**Q.** I have the vertical ionisation energy of SO₃ at nine levels of theory, two of them covered up. Before you try to predict those two, tell me why the HOMO energy is so far from the ionisation energy in every row I can see.

PySCF 2.14.0, non-relativistic gas-phase DFT at the level named in each row, for neutral singlet SO₃ and its doublet cation. The vertical ionisation energy is the difference of their total energies at the neutral's PBE0-D3(BJ)/ma-def2-SVP geometry, without zero-point energy; the parent is the neutral molecule.

| level | integration grid level | vertical ionisation energy (eV) | parent homo energy (eV) |
| --- | --- | --- | --- |
| M06-L/ma-def2-TZVP | 3 | 12.280 | -8.480 |
| LDA/ma-def2-TZVP | 2 | ? | ? |
| PBE0-D3(BJ)/6-31G(d) | 2 | ? | ? |
| PBE0-D3(BJ)/def2-SV(P) | 2 | 12.690 | -9.830 |
| PBE0-D3(BJ)/6-311++G(2d,2p) | 2 | 12.760 | -10.080 |
| PBE0-D3(BJ)/ma-def2-TZVP | 2 | 12.780 | -10.110 |
| PBE0-D3(BJ)/jun-cc-pV(T+d)Z | 2 | 12.780 | -10.110 |
| PBE0-D3(BJ)/6-31+G(d) | 2 | 12.790 | -10.110 |
| PBE0-D3(BJ)/def2-SVPD | 2 | 12.870 | -10.190 |

**A.** Call the vertical ionisation energy I, the energy of the cation minus that of the neutral at the neutral's geometry, and call the parent HOMO energy ε. The quantity to watch is the gap D = I + ε, the amount by which −ε falls short of I. In the same basis, ma-def2-TZVP, D is 3.80 eV for M06-L and 2.67 eV for PBE0, or 31 % and 21 % of I. The integration grid level, the fineness of the numerical grid, also differs between those two rows, so the comparison leans on the usual experience that a grid step moves energies far less than a change of functional does.

The gap comes from how the energy bends as the electron leaves. Let n be the occupation of the highest spin orbital, going from 1 to 0. Janak's theorem says dE/dn = ε(n), so I = −∫ε(n) dn over that interval. If E is quadratic in n with curvature C, then ε(n) = ε − C(1 − n), and the integral gives I = −ε + C/2. D is therefore half the curvature, and I is minus the mean of the orbital energy before removal, ε, and after it, ε − C.

**Q.** Why should the curvature depend so much on the functional?

**A.** For the exact functional E is a straight line between whole electron numbers, and D vanishes. In a semilocal functional such as M06-L or LDA, the Coulomb repulsion of the orbital with itself grows as n² and is poorly cancelled by exchange, so the curve sags and D is large. Exact exchange cancels that term properly, and PBE0 has a share a = 0.25 of it. The error mainly tilts the slope at n = 1 and largely drops out of the difference between the two ends. The table shows this: from M06-L to PBE0, ε falls by 1.63 eV while I rises by only 0.50 eV.

The simplest model scales D by (1 − a), with nothing fitted: 0.75 × 3.80 = 2.85 eV, against the computed 2.67 eV. Relaxation of the other electrons would give a miss of that sign. Write C = (1 − a)K − R, with K the uncancelled self-repulsion and R the relaxation of the other electrons, which exact exchange does not remove. Then D lies below (1 − a) times its value at a = 0 by aR/2. The size of the miss should not be turned into a value of R, because PBE0 is built on PBE and M06-L only stands in for it.

**Q.** The PBE0 rows differ only in the basis. What do you read from them?

**A.** Five of the six visible bases have diffuse functions, and among these I runs from 12.76 to 12.87 eV while D stays within 0.01 eV, the rounding of a difference. These bases shift I and −ε together by the same amount. Differences of a hundredth or two in I among them deserve no ranking and no cause.

The sixth, def2-SV(P), has no diffuse functions and stands apart, with D higher than the mean of the others by 0.18 eV. For a molecule without hydrogen, def2-SVPD is that basis plus diffuse functions, so the pair isolates their effect. The neutral's oxygen lone pairs have a long tail that a compact basis squeezes, whereas the cation is more contracted and gains little. If only the orbital energy before removal moves, the mean of the two moves half as much, so I should rise by half the fall of ε. The pair gives 0.18 eV against 0.36 eV, a ratio of 0.50, which agrees with the argument without proving it.

**Q.** Then commit yourself. PBE0 with 6-31G(d) first.

**A.** That basis is 6-31+G(d) without its diffuse shells, and I can estimate it in two ways. The first subtracts the def2 step from the 6-31+G(d) row: I = 12.79 − 0.18 = 12.61 eV. The same for the orbital gives ε = −10.11 + 0.36 = −9.75 eV. The transfer is imperfect, since def2-SVPD adds diffuse d functions and the Pople "+" adds only s and p.

The second copies the def2-SV(P) row, as a basis of the same size and kind, and I take the mean of the two. For I that is (12.61 + 12.69)/2 = 12.65 eV. The bar is half the distance between the estimates, 0.04 eV, plus the standard deviation of I over the five diffuse bases, also 0.04 eV. The bar on ε is twice as wide because ε responds twice as strongly.

- I = 12.65 ± 0.08 eV
- ε = −9.79 ± 0.17 eV
- D = 2.86 ± 0.08 eV

I should lie below the 6-31+G(d) value, by a step about half that of the HOMO.

**Q.** And LDA?

**A.** This rests on much less, because M06-L is the only visible row without exact exchange. I copy its ε, since both functionals leave the self-repulsion in place. I raise its I by 0.25 eV, a rough recalled size for the tendency of LDA correlation to overprice the breaking of an electron pair. Neither that offset nor the bar is fitted; both are judgement. I assume Slater exchange with the standard LDA correlation, and an exchange-only or RPA-fitted variant would shift both numbers.

- I = 12.53 ± 0.30 eV
- ε = −8.48 ± 0.30 eV
- D = 4.05 ± 0.30 eV

I should lie above M06-L and D far above that of PBE0. The order of I against PBE0 I do not call.

**Q.** Here are the two rows.

The withheld rows as computed:

| level | integration grid level | vertical ionisation energy (eV) | parent homo energy (eV) |
| --- | --- | --- | --- |
| LDA/ma-def2-TZVP | 2 | 12.550 | -8.540 |
| PBE0-D3(BJ)/6-31G(d) | 2 | 12.620 | -9.780 |

**A.** All six forecasts fall inside their bars, though D is the sum of the other two, so each row is two tests and not three. For 6-31G(d), computed minus predicted is −0.03 eV in I, +0.01 eV in ε and −0.02 eV in D. Going to 6-31+G(d) raises I by 0.17 eV, so the direction held.

The matching fall of ε is 0.33 eV, which makes the ratio 0.52. That is a second matched pair near one half, from another basis family and not used in setting up the rule. Averaging cost accuracy in I: the transferred step alone was off by 0.01 eV, the copied def2-SV(P) row by 0.07 eV. The step carries over between the families better than the absolute level does.

For LDA, computed minus predicted is +0.02 eV in I, −0.06 eV in ε and −0.04 eV in D. With a bar of 0.30 eV and a recalled offset, that closeness owes something to luck, and one row does not confirm the reason I gave for the offset. What the row shows is that the two functionals without exact exchange have nearly the same ε, far above that of PBE0.

The order I left open comes out with LDA 0.23 eV below PBE0 and 0.27 eV above M06-L. The (1 − a) scaling does worse from this anchor: 0.75 × 4.01 = 3.01 eV against 2.67 eV. The miss has the sign that relaxation predicts, but it nearly doubles on changing the anchor, so the scaling gives the direction and rough size of D and no more.

**Q.** Can I apply the factor of one half between any two bases?

**A.** No. It is meant for a basis and the same basis with diffuse functions added, and here it rests on two double-zeta pairs for one molecule at PBE0. From def2-SV(P) to ma-def2-TZVP the valence and polarisation sets change too, and I rises by 12.78 − 12.69 = 0.09 eV. Against a fall in ε of 0.28 eV, that is a ratio near one third. Among the diffuse bases the ratio is about one, and what drives that rigid shift is not settled by these rows.

Electron attachment is the neighbouring series, and the same reasoning says it should be more sensitive, because there the diffuse partner is the anion. The same runs agree in direction: the adiabatic attachment energy at PBE0, without zero-point energy, rises from 1.84 eV with def2-SV(P) to 2.23 eV with jun-cc-pV(T+d)Z, while I differs between those two bases by 0.09 eV. The two bases differ in more than diffuse functions, so this is no clean test. The vertical attachment energies are less safe still: 6-31+G(d) and jun-cc-pV(T+d)Z, both diffuse, disagree there by 0.38 eV and may have reached different anion states. Hartree–Fock would sit at the other end of the exchange scale. With a = 1 the model leaves D = −R/2, the familiar result that Koopmans' value tends to lie above the self-consistent energy difference.

**Q.** Some runs carried a warning. Are all rows describing the same cation?

**A.** That is the weakest link in the comparison of functionals. In the three PBE0 rows I could inspect, the vertical cation is a clean doublet, with ⟨S²⟩ about 0.77 against the ideal 0.75. The relaxed PBE0 cation has one S–O bond stretched from 1.443 to 1.498 Å and most of its spin on that oxygen. It lies only one or two hundredths of an eV below the vertical state.

At M06-L and LDA that lopsided structure lies above the vertical state, by 0.11 eV at LDA. That is what the warning says; it concerns the relaxed cation and not the tabulated I. Semilocal functionals are known to favour a hole spread over equivalent atoms. The LDA output fits that: at the same stretched structure the spin on the odd oxygen is 0.56, against about 0.72 at PBE0. Such a preference would explain the warning. It might also lower I at M06-L and LDA, but I have no spin populations for the vertical cations to test that. Each state is a single SCF solution, so a different hole at different levels is possible.

**Q.** Which number should I set beside my photoelectron spectrum?

**A.** These rows compare levels with each other and do not decide which is nearest to experiment. All are non-relativistic and share one structure, whose S–O bond is long by roughly 0.02 Å against a recalled measured value. The three functionals spread I over 0.50 eV and ε over 1.63 eV, while the seven PBE0 bases spread I over 0.25 eV. Use the energy difference and not −ε at any of these levels, add diffuse functions to a double-zeta basis even for a cation, and once that is done treat the choice of functional, with a look at where it puts the hole, as the larger uncertainty.
